When a metal is compressed, its atoms are pushed into one another, and it becomes harder to say which electron belongs to which atomic shell. Does the number of electrons that fit into no shell then grow, because they are squeezed out of the atoms, or shrink, because there is less room between the atoms? Cobalt at several volumes gives an answer, and one volume is left open so that the answer can be put to use.

Double-hexagonal cobalt, four atoms per cell, computed with Ansatz 0.2.0: scalar-relativistic DFT with PBEsol and collinear spin, PAW, plane waves to 420 eV, k mesh 24×24×8, Gaussian smearing of 0.1 eV. Electrons outside these shells are the 68 electrons treated per cell minus the Löwdin populations of the 3s, 3p, 3d and 4s shells.

```tsv
volume (Å³/atom)	c/a	shortest distance (Å)	electrons outside these shells (e)
9.197	3.2440	2.346	0.840
9.784	3.2440	2.395	?
10.395	3.2441	2.444	0.880
11.031	3.2441	2.493	0.900
11.693	3.2441	2.542	0.910
12.381	3.2441	2.591	0.930
```

The last column comes from sorting the electrons. The calculated electron states are compared with fixed atomic orbitals of the 3s, 3p, 3d and 4s shells, in such a way that overlapping orbitals do not count the same electron twice. Whatever these orbitals cannot reproduce is the remainder, printed as "electrons outside these shells". It refers to the whole cell of four atoms, so 0.88 e means 0.22 e for each atom. The cell has four close-packed layers, a double-hexagonal stacking, and not the two layers of cobalt's usual hexagonal structure, which is why c/a is so large.

In the five known cells the remainder rises with the volume. Compression therefore does not drive electrons out of the shells: in the total count, the squeezed metal is described better by its atomic orbitals than the stretched one. The effect is small, 0.09 e per cell between the smallest and the largest volume, but it is well above the printed step of 0.01 e. To judge whether it should continue smoothly through the open cell, one has to know what sort of electrons the remainder contains.

The balance for one atom at 11.693 Å³ is instructive. Of the nine valence electrons of cobalt, the same calculation places about 7.8 in 3d and nearly 1.0 in 4s, which leaves about 0.2 over. The list of shells has an obvious gap, the 4p shell. It is empty in the free atom but partly filled in the metal, where 4s and 4p merge into one broad band. Electrons of 4p character can be reproduced only in part, by the tails of orbitals on neighbouring atoms, and much of the remainder should be of this kind.

The spins agree with that reading. Cobalt is ferromagnetic because its 3d shell holds more electrons of one spin, the majority, than of the other. In the remainder at 11.693 Å³ the order is reversed, with 0.32 e of majority and 0.59 e of minority spin per cell. The 4s electrons lean slightly to the minority side as well, so the remainder resembles the broad band more than the 3d shell. This is a family likeness at one volume, and it does not identify every electron in the remainder.

Why should such a remainder grow when the lattice is stretched? A simpler system suggests one possible reason: a single electron in its lowest free state along a row of equally spaced sites. Its wave is flat, and it is to be rebuilt from identical bell-shaped functions, one on each site. If the sites are close, the bells overlap and their sum is nearly flat, so the wave is reproduced well. If the sites move apart while the bells keep their width, the sum becomes a row of bumps with dips between them, and a larger part of the wave is left over.

This picture knows nothing of spin, so it should raise the remainder of both spins much alike. It also holds only as long as the true wave stays spread out. In a real crystal that is pulled far apart, the electrons gather around their own atoms, and atomic orbitals describe them well again. The remainder must then fall, so its rise belongs to a limited range of distances around the normal density of the metal. A straight line through this range should not be continued towards separate atoms.

The second reason is a change in the electrons themselves. The electrons of the broad band move through the whole crystal and are kept out of the atomic cores, so compression raises their kinetic energy strongly. The compact 3d states rise less, and some electrons pass from the broad band into 3d. Stretching reverses this transfer and returns electrons to the broad band, partly with the 4p character that the shells fail to catch. This is well-known behaviour of transition metals, and here it should act in the same direction as the poorer coverage by the orbitals, so the rise of the remainder alone does not tell how much each contributes. Both reasons are so far argued from theory: among the known cells the populations of the single shells are at hand for one volume only. The open cell will supply a second set, and with it a test.

Both reasons suggest a gentle change, and two very simple pictures show how gentle. In the first, the number of uncaught electrons is fixed, and the remainder is the same at every volume. In the second, their density is fixed, as if they were a uniform filling of the space, and the remainder grows in proportion to the volume. From the smallest to the largest cell the volume grows by 35 %, but the remainder by only 11 %. The truth lies between the two pictures and closer to the fixed number.

This also settles the conflict between the two first intuitions. On compression the number of uncaught electrons falls a little, but the volume that they share falls much more. Their average density in the cell therefore rises, although fewer of them are left over. The electrons are indeed more crowded in the squeezed metal, and yet more of them can be written in terms of atomic shells.

For a forecast, the gentle change can be put into a formula. Let $x$ be the stretch of the shortest distance between atoms, in percent, measured from the cell at 10.395 Å³ per atom, which is almost free of pressure. As long as the metal stays in the same electronic state, the remainder $R$ is a smooth function of $x$, and for a few percent of stretch its first two terms should suffice:

$$R = R_0 + R_1 x .$$

A least-squares fit to the five known cells gives $R_0 = 0.878$ e and $R_1 = 0.0088$ e for each percent. One percent of stretch thus changes the remainder by about one percent of itself. The line describes the trend without deciding between its causes.

The condition about the electronic state matters, because the magnetism of a metal can collapse under pressure, and the sorting of its electrons would then change abruptly. The two cells on either side of the open one give no sign of this. Their magnetic moments are 1.5 and 1.6 Bohr magnetons per atom, so both are clearly ferromagnetic. The forecast assumes that the cell between them is ferromagnetic too.

The open cell has a volume of 9.784 Å³ per atom and a shortest distance of 2.395 Å, against 2.444 Å in the reference cell. Its stretch is

$$x = 100\left(\frac{2.395}{2.444} - 1\right) = -2.0,$$

and the line gives

$$R = 0.878 - 0.0088 \times 2.0 = 0.860\ \text{e}.$$

The forecast is therefore 0.86 e per cell, below the value at 10.395 Å³ and above that at 9.197 Å³. The range is ±0.01 e, one printed step, which is about twice the largest distance of a known value from the line. For comparison, the picture of a fixed number gives 0.88 e and that of a fixed density 0.83 e, both starting from the reference cell.

The withheld rows as computed:

```tsv
volume (Å³/atom)	c/a	shortest distance (Å)	electrons outside these shells (e)
9.784	3.2440	2.395	0.870
```

The calculation gives 0.87 e. The value lies between its two neighbours, as forecast, and as printed the line is too low by 0.01 e, the full width allowed on this side. Half of this is rounding. The shell populations of this cell add up to 67.135 of the 68 electrons, so the remainder is 0.865 e. The line is then too low by about 0.005 e, inside the range and about as far off as the worst of the cells in the fit.

As printed, a fixed number of uncaught electrons seems wrong by 0.01 e as well, on the other side. Against 0.865 e it is too high by 0.01 to 0.02 e, depending on how the reference value was rounded, so the line does better in this cell. Its merit shows more clearly over the whole range, where a fixed number misses the rise altogether. The fixed density fares worst here, with an error of 0.04 e, and it fails in the same sense at the other volumes: too low in compressed cells and too high in stretched ones.

Can rounding explain the rest of the miss? The shortest distance grows by equal steps from cell to cell. The first step adds 0.03 e, which is at least 0.02 e however the two values were rounded. The four steps that follow add 0.06 e together, at most 0.07 e after rounding, and so less than 0.02 e each on average. No straight line can meet both conditions.

The six values thus ask for a slightly bent curve, steeper at the compressed end, or else they contain a small numerical unevenness. The difference amounts to a few thousandths of an electron in a cell where 68 are treated, and it is too small to be given a physical cause. For the forecast it means that a straight line was slightly too simple but sufficient within the stated range. The direction of the trend and its size came out right.

The open cell also allows the two reasons to be tested. From 9.784 to 11.693 Å³ the 3d population falls from 7.86 to 7.81 per atom and the 4s population rises from 0.94 to 0.97, the direction that the transfer between 3d and the broad band requires. The spins add something that neither reason foresaw. The minority remainder grows from 0.54 to 0.59 e per cell, while the majority remainder hardly changes, 0.33 against 0.32 e. Poorer coverage would act on both spins much alike, and the gain in 4s is shared evenly between them, so neither accounts for the rise alone. The rise goes together with the magnetic moment, which grows from 1.55 to 1.68 Bohr magnetons per atom as 3d loses minority electrons. Two volumes show this link, but they do not establish its mechanism.

For anyone who reads such shell populations in a strained metal, the main danger is to take the remainder for charge that the atoms have lost. Every cell here is neutral and contains cobalt alone, yet the sum of the shell populations falls by about 0.02 e per atom from the most compressed to the most stretched cell. These electrons have not left the metal. They have become harder to express in a fixed set of atomic orbitals that lacks 4p, and a change of this size in the summed populations is no evidence of ionisation.
